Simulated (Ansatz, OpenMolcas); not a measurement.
## A ladder of methods for CH5BClNO (SMILES NB(Cl)CO)

CH5BClNO has 10 atoms, charge 0, and is taken as a singlet. As SMILES, `NB(Cl)CO`. The coordinates come from a PBE0-D4/def2-TZVP relaxation. This is a higher conformer, about 10 kJ/mol above the lowest found by a separate search.

Quantity: the vertical ionisation energy (to the doublet cation), in eV. The values are calculated.

| level | kind | program | value (eV) | less CCSD(T)/6-31G* | CPU time (all runs) |
| --- | --- | --- | --- | --- | --- |
| HF/6-31G* (spherical functions) | Hartree–Fock | Ansatz | 9.18 | -0.62 | 7.8 s |
| PBE/6-31G* (spherical functions) | GGA | Ansatz | 9.13 | -0.67 | 23 s |
| TPSS/6-31G* (spherical functions) | meta-GGA | OpenMolcas | 9.19 | -0.61 | 2.9 min |
| B3LYP/6-31G* (spherical functions) | global hybrid | OpenMolcas | 9.63 | -0.17 | 2.3 min |
| HSE06/6-31G* (spherical functions) | range-separated hybrid | Ansatz | 9.70 | -0.10 | 26 s |
| B2PLYP/6-31G* (spherical functions) | double hybrid | Ansatz | 9.90 | +0.10 | 32 s |
| RPA@PBE0/6-31G* (spherical functions) | RPA | Ansatz | 9.58 | -0.22 | 41 s |
| CCSD(T)/6-31G* (spherical functions), open shells restricted | coupled cluster or CI | OpenMolcas | 9.80 | 0.00 | 3.3 min |

CCSD(T)/6-31G* (spherical functions), open shells restricted is the highest level here, not the true value. The values span 9.13 to 9.90 eV. CPU times are rough (shared hosts, several kinds of processor): they show what a rung costs within a factor of a few.

The two hybrids and the double hybrid come closest to the coupled-cluster ionisation energy, while Hartree–Fock and the two semilocal functionals fall well below it. The order is not a steady climb up the ladder: RPA lies below both hybrids, and B2PLYP is the only method to overshoot. The near agreement of Hartree–Fock (9.18 eV) with PBE (9.13 eV) is probably a coincidence of different errors, with the former missing the larger correlation energy of the neutral molecule and the latter overstabilising a delocalised hole in the cation.

Chemically, the electron probably leaves an orbital of largely lone-pair character. Donation into the empty boron p orbital stabilises the nitrogen pair, so oxygen and chlorine lone pairs may compete with it, and the total energies alone do not identify where the hole sits. Because correlated methods converge more slowly with basis size than hybrids do, the close match of HSE06 to CCSD(T) in this small basis need not survive in a larger one.
